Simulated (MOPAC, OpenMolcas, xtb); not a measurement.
## P2H4: methods side by side

P2H4: 6 atoms, total charge 0, spin state singlet. Geometry: relaxed at GFN2-xTB.

```xyz
6

P    -0.2831   -0.1749   -1.0253
P     0.2836    0.1730    1.0229
H    -1.6380    0.0643   -0.7862
H    -0.4417   -1.5496   -0.8459
H     1.6393   -0.0621    0.7896
H     0.4401    1.5493    0.8448
```

Quantity: the HOMO–LUMO gap, in eV. The values are calculated.

```json
{"level": "MNDO", "kind": "semi-empirical", "program": "MOPAC", "value (eV)": "10.07"}
{"level": "GFN2-xTB", "kind": "semi-empirical", "program": "xtb", "value (eV)": "4.75"}
{"level": "HF/STO-3G", "kind": "Hartree–Fock", "program": "OpenMolcas", "value (eV)": "16.89"}
{"level": "SVWN5/STO-3G", "kind": "LDA", "program": "OpenMolcas", "value (eV)": "6.90"}
{"level": "PBE/STO-3G", "kind": "GGA", "program": "OpenMolcas", "value (eV)": "7.05"}
{"level": "r2SCAN/STO-3G", "kind": "meta-GGA", "program": "OpenMolcas", "value (eV)": "7.64"}
{"level": "B3LYP/STO-3G", "kind": "global hybrid", "program": "OpenMolcas", "value (eV)": "8.96"}
{"level": "B2PLYP/STO-3G", "kind": "double hybrid", "program": "OpenMolcas", "value (eV)": "12.19"}
```

The values span 4.75 to 16.89 eV. All rows use very small basis sets, so even the best lies far from the true value. Orbital gaps aren't excitation energies, and those of double hybrids come from the SCF part alone; they tend to grow with the share of exact exchange.

Among the density functionals, the gap widens only modestly from LDA through GGA to meta-GGA, then much more at the hybrids, with Hartree–Fock the widest at 16.89 eV. This probably reflects the virtual orbitals, which in Hartree–Fock feel the field of all the electrons, whereas a semilocal potential treats occupied and empty levels alike. The two semi-empirical values bracket the semilocal ones, so they give no independent support for any particular gap.

Chemically, the HOMO of a diphosphine is expected to be mainly a combination of the two phosphorus lone pairs, and the LUMO to have P–P and P–H antibonding character. The molecule therefore has a closed-shell σ framework without a low-lying π* level, in keeping with a sizeable gap. The geometry is the anti form, with the lone pairs on opposite sides of the P–P bond. Since their mixing depends on the torsion angle, the gaps describe this conformer and do not show how the frontier levels would shift in the gauche form.
